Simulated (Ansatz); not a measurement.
## A van 't Hoff estimate for GeH3(CH3) + C2F3I ⇌ GeH3I + C3H3F3

Species: GeH3(CH3) (methyl germane), singlet; C2F3I (trifluoroiodoethylene) `FC(F)=C(F)I`, singlet; GeH3I `[GeH3][I]`, singlet; C3H3F3 `CC(F)=C(F)F`, singlet. The partners trade CH3 for I: Ge–CH3 and C–I bonds give way to Ge–I and C–CH3.

The electronic reaction energy at CCSD(T)/def2-TZVPP is -135.2 kJ/mol. Shapes: PBE0-D4/def2-TZVP. Programs: Ansatz 0.2.0. Enthalpy and entropy come from rigid-rotor, harmonic-oscillator sums on unscaled PBE0-D4/def2-TZVP wavenumbers, ideal gases at 1 bar. Symmetry numbers: GeH3(CH3) 3, C2F3I 1, GeH3I 3, C3H3F3 1. R = 8.3145 J/(mol K).

| T (K) | ΔH (kJ/mol) | ΔS (J/(mol K)) |
| --- | --- | --- |
| 700 | -131.6 | -7.9 |
| 1000 | -132.5 | -8.9 |
| 1300 | ? | ? |

Task: Work out ln K at 700 and 1000 K, and from these estimate it at 1300 K.

Result: 
1. 700 K: ΔG = -131.6 − 700 × (-7.9)/1000 = -126.1 kJ/mol; ln K = −ΔG/RT = +21.67.
2. 1000 K: ΔG = -132.5 − 1000 × (-8.9)/1000 = -123.6 kJ/mol; ln K = −ΔG/RT = +14.87.
3. Slope against 1000/T: (+14.87 − (+21.67))/(1.0000 − 1.4286) = +15.87, that is −ΔH/R with ΔH near -132 kJ/mol.
4. 1300 K: ln K = +21.67 + (+15.87) × (0.7692 − 1.4286) = +11.21.

The full sums give ΔH = -133.1 kJ/mol, ΔS = -9.4 J/(mol K), ΔG = -120.9 kJ/mol and ln K = +11.19 at 1300 K, so the line is off by +0.02 in ln K; without rounding the miss is +0.02, from the change of ΔH with temperature. The products are favoured over this whole range. An error of 10 kJ/mol in the energy moves ln K by 0.9 at 1300 K. Soft modes are treated as harmonic, which can err either way at these temperatures; the lowest are those of GeH3(CH3) (162 cm⁻¹), C2F3I (146 cm⁻¹), GeH3I (253 cm⁻¹), C3H3F3 (178 cm⁻¹). For atoms past krypton def2 sets carry core potentials with scalar relativity. Relativity is left out for Ge. Outer-core shells of Ge, I are correlated, in sets that cover them unevenly.

The exchange is driven by enthalpy: the weak C–I bond gives way to a much stronger C–C bond, while swapping Ge–C for Ge–I costs comparatively little. Carbon overlaps poorly with the large, diffuse valence orbitals of iodine, whereas germanium is better matched to it in size and gains from a more polar bond. Two molecules stand on each side, so the translational entropy largely cancels and ΔS stays small. Its negative sign works slightly against the products, but the fall in ln K from +21.67 to +14.87 mainly reflects the exothermicity, whose weight relative to RT shrinks on heating.

The nearly straight van 't Hoff line follows from a small heat-capacity change. ΔH becomes slightly more negative with temperature, probably because the products' stiffer vibrations are less fully excited, and so the line ends just above the full result. The strong preference for products concerns this exchange equilibrium alone; C–I homolysis or germane decomposition could take over before it is reached.
